**Q:** Pentasilane is a plain chain of five silicon atoms. Two kinds of SiH₂ silicon sit in it, the central one and its two neighbours. I drew the chain stretched out and expected them to have almost the same ²⁹Si shift. Is that what the calculation gives?

NMR shifts of pentasilane relative to TMS, computed without solvent with PySCF 2.14.0 (GIAO, PBE0/pcSseg-1) on GFN2-xTB geometries from tblite 0.8.0. Each H has the number of the Si that carries it. The average uses Boltzmann weights at 298.15 K from PBE0-D3(BJ)/pcSseg-1 energies with GFN2-xTB free-energy terms.

| atom | nucleus | count | shift in conformer 1 (ppm) | shift in conformer 2 (ppm) | shift in conformer 3 (ppm) | shift in conformer 4 (ppm) | averaged shift (ppm) |
| --- | --- | --- | --- | --- | --- | --- | --- |
| 1 | 29Si | 2 | -115.00 | -117.50 | -115.50 | -113.60 | -115.90 |
| 2 | 29Si | 2 | -128.20 | -129.10 | -127.60 | -126.10 | -128.30 |
| 3 | 29Si | 1 | -124.70 | -122.40 | -123.50 | -125.00 | -123.60 |
| 1 | 1H | 6 | 3.51 | 3.49 | 3.54 | 3.59 | 3.52 |
| 2 | 1H | 4 | 3.48 | 3.48 | 3.47 | 3.45 | 3.48 |
| 3 | 1H | 2 | 3.58 | 3.63 | 3.52 | 3.41 | 3.58 |

**A:** For the stretched chain, yes. That is conformer 4, in which both torsions along the backbone are trans, and there Si3, the central atom, lies only 1.1 ppm above Si2. In the thermal average the gap is 4.7 ppm. Your drawing is a poor guide to the average because the all-trans form has a weight of only 2 %.

**Q:** So the rest of the gap comes from coiling?

**A:** Yes, and that rest is about three quarters of the averaged gap: $(4.7-1.1)/4.7 \approx 0.77$. The other conformers have gauche torsions, with the backbone turned to roughly 60° instead of 180°. Conformer 3 has one, and conformer 2 has two that turn in the same sense. Conformer 1 also has two, but they turn in opposite senses.

**Q:** Can I trust the weights that go into this average?

**A:** Not closely. The three coiled forms are nearly equal in free energy, and at least one conformer keeps an imaginary mode, which makes its free energy uncertain. The relative energies are slightly noisy too, by some hundredths of a kcal/mol in the data makers' tests on other systems. The wider gap doesn't hang on those details, though. It is at least 3.5 ppm in each coiled form, so any mixture of the three has it too. The absolute ²⁹Si shifts deserve more caution: they are unscaled, and in the data makers' tests on other systems such shifts could be off by tens of ppm. Much of that error should cancel between such similar atoms, but how much is not tested here.

**Q:** Why should coiling separate the two signals? I would have thought that it shifts all the silicon atoms the same way.

**A:** Follow the columns from conformer 4 to 3 to 2. Si1 and Si2 move to lower shift, which means more shielding, while Si3 moves to higher shift. What matters is therefore the place that an atom takes in the torsion. A torsion involves four atoms in a row: two at its ends and two in the middle, joined by the bond about which the chain turns.

**Q:** What happens to the atoms at the ends?

**A:** In a trans torsion they point away from each other. In a gauche torsion they come closer, together with their hydrogen atoms, and the orbitals around each of them are disturbed. Shielding responds to this because the magnetic field mixes filled bonding orbitals with empty antibonding ones, and that mixing depends on their shapes and energies. In carbon chains the same turn lowers the shift of the end atoms and is called the γ-gauche effect. The fall of Si1 here fits that pattern, although the shifts alone don't tell which change in the orbitals produces it.

**Q:** And the middle atoms? Si3 has no silicon three bonds away.

**A:** Right, so Si3 is never an end, and its rise needs another cause. One possibility lies in the bonds that face each other across the turning bond. In a trans torsion two Si–Si bonds lie opposite each other, an arrangement that lets their orbitals mix well. In a gauche torsion each of them lies opposite an Si–H bond instead. That this exchange raises the shift of the middle atoms is my guess; the calculation doesn't test it.

**Q:** Si2 must then feel both effects.

**A:** It does, and this is why the signals separate. Si3 is a middle atom in both torsions of the chain. Si2 is a middle atom in one and an end in the other, so part of its response pulls it down while Si3 goes up.

**Q:** Can you turn that into numbers?

**A:** Take the two effects from conformer 3, which has a single gauche torsion. Si3 rises by 1.5 ppm, and that is the middle effect. The Si1 signal falls by 1.9 ppm, but it averages both chain ends, and only one of them is an end of the gauche torsion. If the other keeps its all-trans shift, the end effect is $2\times(-1.9)=-3.8$ ppm.

**Q:** Then in conformer 2, with two gauche torsions, each Si2 atom gets one of each?

**A:** Yes: $-3.8+1.5=-2.3$ ppm, while Si3 gets the middle effect twice, $+3.0$ ppm. The gap should grow by $3.0+2.3=5.3$ ppm, from 1.1 to 6.4 ppm. The calculation gives 6.7 ppm for conformer 2, which played no part in setting the two effects.

**Q:** That is close.

**A:** Closer than its parts deserve. Si2 really falls by 3.0 ppm and Si3 rises by 2.6 ppm, so the two errors partly cancel in the gap. The signs and rough sizes are right, and that is as much as such a count can deliver. The output below lists the changes for every signal. The averaged proton shifts differ by only 0.1 ppm, too little to build an explanation on.

**Q:** Conformer 1 also has two gauche torsions. By your count it should look like conformer 2.

**A:** It doesn't. Si1 falls by only 1.4 ppm from its all-trans value, where conformer 2 shows 3.9 ppm, and Si3 hardly moves. Only Si2 stays near the count, with a fall of 2.1 ppm, and that fall makes nearly all of the extra gap in this conformer. The count treats each torsion as if the other were absent, and for Si1 and Si3 that fails here.

**Q:** Its torsion angles are 49° and −80°, not a tidy 60°. Is that the reason?

**A:** Probably not the main one. If the change grew in proportion to the turn away from 180°, Si1 would still fall by about 3.5 ppm. A steeper growth wouldn't help either: the 49° torsion is tighter than the gauche one in conformer 3, which lowers the Si1 signal by 1.9 ppm on its own. The other suspect is the opposite senses of the two turns, which put both chain ends on the same side of the backbone.

**Q:** How close do the ends come?

**A:** For an ideal chain with these torsions, I estimate about 4.3 Å between Si1 and Si5, against 5.4 Å in conformer 2. The ideal chain makes the ends of conformer 1 look closer than they are, because it leaves out that the bond angles open up. In the computed geometry they lie further apart, and even the nearest hydrogen atoms of the two SiH₃ groups are well beyond van der Waals contact. In carbon chains a tight contact between atoms four bonds apart raises their shift, opposite to the γ-gauche effect. Without such a contact here, that can't simply be carried over to explain why Si1 falls so little.

**Q:** Then what keeps Si1 from falling further? And why has Si3 lost nearly all of its rise?

**A:** Those are the questions this table leaves open. A useful calculation would keep both angles of conformer 1 but turn the second one the other way, from −80° to +80°. The chain ends would then separate while each torsion kept its size. If Si1 fell and Si3 rose as they do in conformer 2, the relative sense of the turns would be responsible; if both stayed near their shifts in conformer 1, the uneven angles would be.

Output of the analysis:

```
Change of shift from all-trans in ppm:
  row  one gauche (conf 3)  two gauche like sign (conf 2)  doubled conf 3  two gauche opposite sign (conf 1)  average
    1                 -1.9                           -3.9            -3.8                               -1.4     -2.3
    2                 -1.5                             -3              -3                               -2.1     -2.2
    3                  1.5                            2.6               3                                0.3      1.4
    1                -0.05                           -0.1            -0.1                              -0.08    -0.07
    2                 0.02                           0.03            0.04                               0.03     0.03
    3                 0.11                           0.22            0.22                               0.17     0.17
Misses of the doubling rule in ppm:
  row  rule less conf 2  rule less conf 1
    1               0.1              -2.4
    2                 0              -0.9
    3               0.4               2.7
    1                 0             -0.02
    2              0.01              0.01
    3                 0              0.05
Gap Si3 less Si2 in conformer 1 (ppm): 3.5
Gap Si3 less Si2 in conformer 2 (ppm): 6.7
Gap Si3 less Si2 in conformer 3 (ppm): 4.1
Gap Si3 less Si2 in all-trans conformer 4 (ppm): 1.1
Gap Si3 less Si2 in the average (ppm): 4.7
Part of the averaged gap absent in all-trans (percent): 76.6
Effect of one gauche torsion on an end silicon (ppm): -3.8
Effect of one gauche torsion on a middle silicon (ppm): 1.5
Si2 signal change for one gauche torsion from these two effects (ppm): -1.15
Si2 signal change for two gauche torsions from these two effects (ppm): -2.3
Si1 change in conformer 1 if linear in the torsion angles (ppm): -3.54
Estimated Si1-Si5 distance in conformer 1 (angstrom): 4.268
Estimated Si1-Si5 distance in conformer 2 (angstrom): 5.43
```
